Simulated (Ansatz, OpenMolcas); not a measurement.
## Cu2 (SMILES [Cu][Cu]): methods side by side

The species is Cu2 (2 atoms), meant as a singlet with charge 0. As SMILES, `[Cu][Cu]`. Geometry: the measured bond length.

```xyz
2

Cu    0.0000    0.0000    0.0000
Cu    0.0000    0.0000    2.2197
```

Quantity: the energy change with the Cu1–Cu2 bond stretched from 2.220 to 3.995 Å, in eV. The values are calculated.

```
                          level                    kind     program  value (eV)  CPU time (all runs)
  revPBE/def2-SVPD (restricted)                     GGA  OpenMolcas        2.15                 15 s
  r2SCAN/def2-SVPD (restricted)                meta-GGA  OpenMolcas        2.46                 17 s
   B3LYP/def2-SVPD (restricted)           global hybrid      Ansatz        2.07                9.8 s
   HSE06/def2-SVPD (restricted)  range-separated hybrid      Ansatz        2.07                 12 s
 wB97M-V/def2-SVPD (restricted)  range-separated hybrid      Ansatz        2.39              2.4 min
RPA@PBE0/def2-SVPD (restricted)                     RPA      Ansatz        1.87                 18 s
     MP2/def2-SVPD (restricted)     perturbation theory      Ansatz        2.16                3.9 s
    CCSD/def2-SVPD (restricted)   coupled cluster or CI      Ansatz        1.74                 16 s
```

The first shape isn't each level's own minimum. The values span 1.74 to 2.46 eV. Times are those of the runs behind each value, whatever else they computed, on shared processors of several kinds: orders of magnitude only.

Every level makes the stretch costly, as expected for a single σ bond built mainly from the Cu 4s orbitals above nearly filled 3d shells. Lengthening the bond reduces the 4s–4s overlap, so the bonding and antibonding combinations approach each other in energy and left-right correlation grows. A restricted determinant keeps too much ionic Cu⁺Cu⁻ character in this regime, which probably contributes to the higher density-functional values compared with CCSD, whose double excitations can correlate the separating 4s pair.

The results don't sort by kind of method: B3LYP and HSE06 coincide at 2.07 eV, whereas the range-separated hybrid wB97M-V gives 2.39 eV, close to r2SCAN. Nor does the closeness of MP2 and revPBE validate either, since perturbation theory becomes unreliable as the frontier gap closes. CCSD's 1.74 eV is not a definitive reference either, because connected triples matter for 3d correlation and its coupling to the 4s bond. None of these energies is a dissociation energy, as the stretched atoms still interact.
